Hartree atomic units are used throughout. For real test potentials $f,g$ write $(f|\chi|g)=\iint f(\mathbf r)\chi(\mathbf r,\mathbf r',\omega)g(\mathbf r')$. Deviations are relative, $\delta=(\text{computed}-\text{exact})/\text{exact}$.

\section*{(a) The kernel at infinite frequency}

With $\hat F=\sum_i f(\mathbf r_i)$ and excitation energies $\Omega_n$,
\begin{equation}
(f|\chi|f)=\sum_n\frac{2\Omega_n|\langle n|\hat F|0\rangle|^2}{\omega^2-\Omega_n^2},\qquad
\chi=\frac{M_1}{\omega^2}+\frac{M_3}{\omega^4}+o(\omega^{-4}),
\end{equation}
the limit being taken along the imaginary axis. Local potentials and the Coulomb repulsion commute with $\hat F$, so only the kinetic energy enters the first moment:
\begin{equation}
(f|M_1|f)=\langle[\hat F,[\hat H,\hat F]]\rangle=\int n_0|\nabla f|^2,\qquad M_1f=-\nabla\cdot(n_0\nabla f).
\end{equation}
The Kohn--Sham system has the same $n_0$ and a local potential $v_s$, hence the same $M_1$. All inverses act between potentials modulo a constant and densities of zero charge. Inverting the series gives $\chi^{-1}=\omega^2M_1^{-1}-M_1^{-1}M_3M_1^{-1}+o(1)$, and likewise for $\chi_s$. In the Dyson equation $v_c+f_{xc}=\chi_s^{-1}-\chi^{-1}$ the $\omega^2$ terms cancel:
\begin{equation}
v_c+f_{xc}(\infty)=M_1^{-1}\,(M_3-M_{3s})\,M_1^{-1}.
\end{equation}
Conversely, if the matrix elements of a kernel grow more slowly than $\omega^2$, then $\chi^{-1}=\omega^2M_1^{-1}+o(\omega^2)$ and $M_1$ is preserved. Bounded kernels, RPA ($f_{xc}=0$) and ALDA among them, are a special case.

For $f=z$ put $f_n=2\Omega_n|\langle n|\hat Z|0\rangle|^2$ and $S_k=\sum_nf_n\Omega_n^k$, so $S_0=(z|M_1|z)=N$ and $S_2=(z|M_3|z)$. The Thomas--Reiche--Kuhn sum of Be is 4 with either kernel and cannot tell them apart. Since $M_1z=-\partial_zn_0$, the first quantity that can is
\begin{equation}
K\equiv S_2-S_{2s}=\iint\partial_zn_0\,[v_c+f_{xc}(\infty)]\,\partial_{z'}n_0' .
\end{equation}
Because $[\hat H,\hat Z]=-i\hat P_z$ and $\hat P_z$ commutes with the repulsion, $S_2=\langle[\hat P_z,[\hat H,\hat P_z]]\rangle=\int n_0\partial_z^2v_{\rm ext}$. Likewise $S_{2s}=\int n_0\partial_z^2v_s$, and exactly $K=-\int n_0\partial_z^2v_{Hxc}$.

\section*{(b) Solvable model and exact values}

Both occupied orbitals of Be are $s$ orbitals and $z$ couples them to empty $p$ orbitals only, so the Kohn--Sham sum splits as $2+2$ with no blocked transition. The model keeps the K shell and drops the valence pair: $\phi=(\zeta^3/\pi)^{1/2}e^{-\zeta r}$, $n_0=2\phi^2$, $v_s=-\zeta/r$, with the assumed exponent $\zeta=59/16$ (the screened value $Z-5/16$). It is treated at exchange-only level, where a two-electron singlet has $v_{Hx}=v_H/2$, and $v_{\rm ext}$ is defined as $v_s-v_H/2$. Spherical symmetry replaces $\partial_z^2$ by $\nabla^2/3$. With $\nabla^2v_H=-4\pi n_0$ and the ALDA exchange kernel $f_x=-\tfrac13(3/\pi)^{1/3}n_0^{-2/3}$,
\begin{align}
S_{2s}&=-\tfrac{4\pi}{3}\int_0^\infty n_0'\,v_s'\,r^2dr=\tfrac83\zeta^4=493,\\
K_H&=\tfrac{4\pi}{3}\int n_0^2\,d^3r=\tfrac23\zeta^3=33.4,\\
K_x&=\tfrac13\int f_x|\nabla n_0|^2d^3r=-\tfrac38\Big(\frac{6}{\pi^2}\Big)^{1/3}\zeta^3=-15.9,
\end{align}
in hartree$^2$. The model's exact value is $K=K_H/2=16.7$, which is 3.4\% of $S_{2s}$. RPA gives $K_H$, twice the exact value, and ALDA gives $K_H+K_x=17.5$, an error of $+4.7\%$. The omitted correlation part can be sized with the high-density local form $v_c=A\ln r_s+\text{const}$, $A=(1-\ln2)/\pi^2$. Then $f_c=-A/(3n_0)$ and $K_c=-8A\zeta^2/9$, about $-2\%$ of $K$, roughly half the ALDA error. The 4.7\% is therefore a statement about exchange in the model and not about the atom.

The series of part (a) ends at $M_3$. With $h=-\tfrac12\nabla^2+v_s-\varepsilon$ one has $h\,z\phi=-\partial_z\phi=\zeta\cos\theta\,\phi$, and a second application of $h$ produces $\cos\theta/r^2$, which is not square integrable, so $S_{3s}$ diverges.

\section*{(c) Three routes and their work}

\emph{Route A, diagonalisation.} Expand the empty $p$ space in $L$ functions $r^k\cos\theta\,\phi$, $k=1,\dots,L$, orthonormalised through Laguerre polynomials. Diagonalise $h$ for energies $\omega_q$, orbitals $\phi_q$ and dipoles $d_q$, and then the Casida matrix
\begin{equation}
\mathsf C=\omega^2+4\,\omega^{1/2}\mathsf K\,\omega^{1/2},\qquad \mathsf K_{qq'}=\iint\phi\phi_q\,(v_c+f_{xc})\,\phi\phi_{q'} .
\end{equation}
With $\mathsf F_q=2\omega_q^{1/2}d_q$ and normalised eigenvectors $X_n$, $f_n=(X_n^T\mathsf F)^2$ and $\Omega_n^2$ are the eigenvalues.

\emph{Route B, moments in the same basis.} Completeness of the $X_n$ gives $S_0=\mathsf F^T\mathsf F$ and $S_2=\mathsf F^T\mathsf C\mathsf F$, so no eigenvector is needed. With the projector $P$ on the basis and $u=Ph\,z\phi$,
\begin{equation}
S_0=4\langle z\phi|h|z\phi\rangle,\quad S_{2s}^{(L)}=4\langle u|h|u\rangle,\quad K^{(L)}=(\rho_L|v_c+f_{xc}|\rho_L),\quad \rho_L=4\phi u .
\end{equation}
The first form holds because $z\phi$ is a basis function. Routes A and B return identical moments.

\emph{Route C, closure.} Evaluate the three ground-state integrals of part (b) with the trapezoidal rule on $n$ equal radial intervals.

Each route delivers $S_{2s}$, $K_H$ and $K_x$ together. A matrix element or an integrand value is charged an assumed 10 floating-point operations, which presumes recurrences for the elements and favours A and B. Three symmetric matrices have about $L^2/2$ distinct elements each and cost $15L^2$. A quadratic form costs $2L^2$, a matrix product $2L^3$, and a symmetric eigendecomposition with vectors a typical $9L^3$. Route A needs two decompositions and two products that carry $\mathsf K$ to the eigenbasis of $h$:
\begin{equation}
W_A=22L^3+15L^2,\qquad W_B=21L^2,\qquad W_C=30n .
\end{equation}
Memory is $3L^2$ words for A (two eigenvector sets and $\mathsf K$), $2L$ for B ($u$ and one matrix row) and $2n$ for C ($n_0$ and $v_s$). These are leading terms, and ratios below 2 are not significant. In three dimensions, with $N_p$ occupied--empty pairs and $N_g$ grid points, A takes order $N_p^2N_g+N_p^3$ work and $N_p^2$ memory, B order $N_pN_g$ once the empty orbitals exist, and C order $N_g$.

\section*{(d) Deviation of routes A and B}

Since $\langle g\phi|h|g\phi\rangle=\tfrac12\int\phi^2|\nabla g|^2$, $S_0=2$ exactly for every $L\ge1$ and every kernel. The sum rule is then blind to the basis as well.

Put $x=2\zeta r$ and $u=\zeta\cos\theta\,\phi\,(1-R_L)$. The residual $R_L$ has degree $L$, equals 1 at $x=0$ and is orthogonal to $x,\dots,x^L$ with weight $x^2e^{-x}$, that is to $1,\dots,x^{L-1}$ with weight $x^3e^{-x}$. Hence
\begin{equation}
R_L=\frac{L_L^{(3)}(x)}{B_L},\qquad B_L=\binom{L+3}{3}.
\end{equation}
The integrals below follow from $\sum_mL_m^{(\alpha)}t^m=(1-t)^{-\alpha-1}e^{-xt/(1-t)}$.

\emph{Kohn--Sham moment.} $S_{2s}^{(L)}=\tfrac43\zeta^4\int_0^\infty e^{-x}[x^2R_L'^2+2(1-R_L)^2]\,dx$. Here $\int e^{-x}R_L=3/(L+3)$ and $\int e^{-x}(x^2R_L'^2+2R_L^2)=(8L^2+27L+20)/(10B_L)$, so
\begin{equation}
\delta_2=-\frac{12L^2+33L+20}{20\,B_L}\;\to\;-\frac{18}{5L}.
\end{equation}

\emph{Hartree part.} Write $\rho_L=\rho(1-R_L)$ with $\rho=-\partial_zn_0$. The potential of $\rho$ is $\cos\theta\,Q(r)/r^2$, with enclosed charge $Q=2[1-e^{-x}(1+x+x^2/2)]$. The generating function of $\int e^{-x}L_m^{(3)}Q/2$ collapses to $(2-t)^{-3}$, which makes the cross term $3K_H2^{-L}/(L+3)$. The self-energy of $\rho R_L$ in the $l=1$ multipole is $\tfrac83\zeta^3\int p^2x^{-4}dx$ with $p=\int_0^xy^3e^{-y}R_L\,dy=x^4e^{-x}L_{L-1}^{(4)}/(LB_L)$, and $\int x^4e^{-2x}[L_{L-1}^{(4)}]^2=(2L+2)!/[(L-1)!^2\,2^{2L+3}]$. Therefore
\begin{equation}
\delta_H=-\frac{6}{2^L(L+3)}+\frac{18\,(2L+2)!}{4^L\,(L+3)!^2}\;\to\;\frac{72}{\sqrt\pi}\,L^{-9/2}.
\end{equation}

\emph{Exchange part.} The weight is $x^2e^{-4x/3}$ with integral $27/32$. The double generating function contains $1-\tfrac{s+t}{4}-\tfrac{st}{2}=(1-\tfrac s4)(1-\tfrac t4)-\tfrac9{16}st$, and with $\sigma_k(m)=\sum_{j=0}^m\binom{j+k+2}{j}4^{-j}$,
\begin{equation}
\delta_x=-\frac{2\sigma_0(L)}{B_L}+\frac1{B_L^2}\sum_{k=0}^L\binom{k+2}{2}\Big(\frac9{16}\Big)^k\sigma_k(L-k)^2 .
\end{equation}
Because $e^{-4x/3}\le e^{-x}$ and $\int x^2e^{-x}R_L^2=2/B_L$, the positive term lies between 0 and $64/(27B_L)$, while $\sigma_0\to64/27$. Thus $|\delta_x|$ lies asymptotically between $64/(27B_L)$ and twice that, and falls as $L^{-3}$. The local kernel sees the discontinuity of $\cos\theta$ at the nucleus, which the basis cannot represent, and the Coulomb kernel smooths it.

\section*{(e) Deviation of route C}

The grid covers $0\le x\le16$ with step $\eta=16/n$, and the discarded tails are below $2\times10^{-7}$. The integrands are $x^2e^{-2x}$ for $K_H$, $x^2e^{-4x/3}$ for $K_x$ and $e^{-x}$ for $S_{2s}$. The trapezoidal sums are a geometric series and its second derivative. With $y=b\eta/2$ for the exponent $b$,
\begin{equation}
\delta_{H,x}=\frac{y^3\cosh y}{\sinh^3y}-1\to-\frac{(b\eta)^4}{240},\qquad
\delta_2=\frac\eta2\coth\frac\eta2-1\to\frac{\eta^2}{12}.
\end{equation}
The fourth order arises because the factor $x^2$ removes the first derivative at the origin. Eliminating $L$ and $n$ in favour of the work, $(\delta_H,\delta_x,\delta_2)$ fall as $W^{-3/2},W^{-1},W^{-1/3}$ for A, as $W^{-9/4},W^{-3/2},W^{-1/2}$ for B, and as $W^{-4},W^{-4},W^{-2}$ for C until the tail is reached.

\section*{(f) Table}

The deviations do not depend on $\zeta$. Memory in words is in parentheses.
\begin{center}
\begin{tabular}{rrrrrr}
\hline
$L$ & $W_A$ & $W_B$ & $\delta_H$ & $\delta_x$ & $\delta_2$\\
\hline
2 & 236 (12) & 84 (4) & $-0.24$ & $-0.29$ & $-0.67$\\
4 & 1648 (48) & 336 (8) & $-4.4\times10^{-2}$ & $-9.1\times10^{-2}$ & $-0.49$\\
8 & 12224 (192) & 1344 (16) & $-1.0\times10^{-3}$ & $-1.9\times10^{-2}$ & $-0.32$\\
16 & 93952 (768) & 5376 (32) & $+7.9\times10^{-5}$ & $-3.0\times10^{-3}$ & $-0.19$\\
\hline
$n$ & & $W_C$ & $\delta_H$ & $\delta_x$ & $\delta_2$\\
\hline
8 & & 240 (16) & $-0.37$ & $-0.13$ & $+0.31$\\
16 & & 480 (32) & $-4.9\times10^{-2}$ & $-1.1\times10^{-2}$ & $+8.2\times10^{-2}$\\
32 & & 960 (64) & $-3.9\times10^{-3}$ & $-7.9\times10^{-4}$ & $+2.1\times10^{-2}$\\
64 & & 1920 (128) & $-2.6\times10^{-4}$ & $-5.1\times10^{-5}$ & $+5.2\times10^{-3}$\\
\hline
\end{tabular}
\end{center}
The ALDA element deviates by $(K_H\delta_H+K_x\delta_x)/(K_H+K_x)$. This is $-4\times10^{-5}$ at $L=4$ through an accidental cancellation and $+1.5\times10^{-2}$ at $L=8$, so an accuracy counts as reached only when both pieces meet it. At $L=16$ the basis misses 19\% of $S_{2s}$, several times $K$ itself. Subtracting the closure value of $S_{2s}$ from a basis value of $S_2$ gives a meaningless $K$, and both moments must come from the same route.

\section*{(g) Choices}

\emph{Cheapest tabulated setting for a stated accuracy.}
\begin{itemize}
\item Sum rule alone: no response calculation is needed, since $S_0=\int n_0$. In a basis it tests only how well $z\phi$ is represented.
\item Both kernel pieces to $10^{-1}$: B with $L=4$ (336) or C with $n=16$ (480). The ratio 1.4 decides nothing.
\item Both pieces to $10^{-2}$: C with $n=32$ (960). B needs the row $L=16$, 5.6 times the work.
\item Both pieces to $10^{-3}$: C with $n=64$ (1920). The lower bound $|\delta_x|\ge(2\sigma_0-64/27)/B_L$ excludes $L\le22$, so B costs at least 11109 operations, 5.8 times more.
\item $S_{2s}$ to $10^{-2}$: C with $n=64$. The formula for $\delta_2$ first meets this at $L=357$, where $W_B=2.7\times10^6$, a ratio of $1.4\times10^3$.
\end{itemize}

\emph{Best tabulated setting inside a budget.}
\begin{itemize}
\item 100 operations: only B with $L=2$ fits, with both pieces off by more than 20\%.
\item 500 operations: C with $n=16$, whose worse piece is off by 4.9\% against 9.1\% for B with $L=4$. For RPA alone the two are equivalent.
\item 2000 operations: C with $n=64$. If poles and strengths are also wanted, only A supplies them, and it is limited to $L=4$.
\item $10^5$ operations with poles: A with $L=16$, supplemented by C for the moments at 2\% extra work.
\item 100 words of memory: for $K$, B with $L=16$ (32 words), whose worse piece is off by $3.0\times10^{-3}$ against $3.9\times10^{-3}$ for C with $n=32$ (64 words). C with $n=32$ is closer in $\delta_x$ alone and in $S_{2s}$ ($2.1\times10^{-2}$ against $0.19$), and B needs 5.6 times its work, so C is the choice if $S_{2s}$ is also wanted or if work is limited as well. A is limited to $L=4$.
\end{itemize}
For moments alone A is never the choice, since B gives the same numbers with $W_A/W_B=(22L+15)/21$, which is 17 at $L=16$. Against the model's exact $K$, the kernel sets a floor of 100\% for RPA and 4.7\% for ALDA that no grid or basis lowers. Route C with $n=32$ holds both pieces below $4\times10^{-3}$, an order of magnitude under the smaller floor, and is the setting to adopt for this comparison.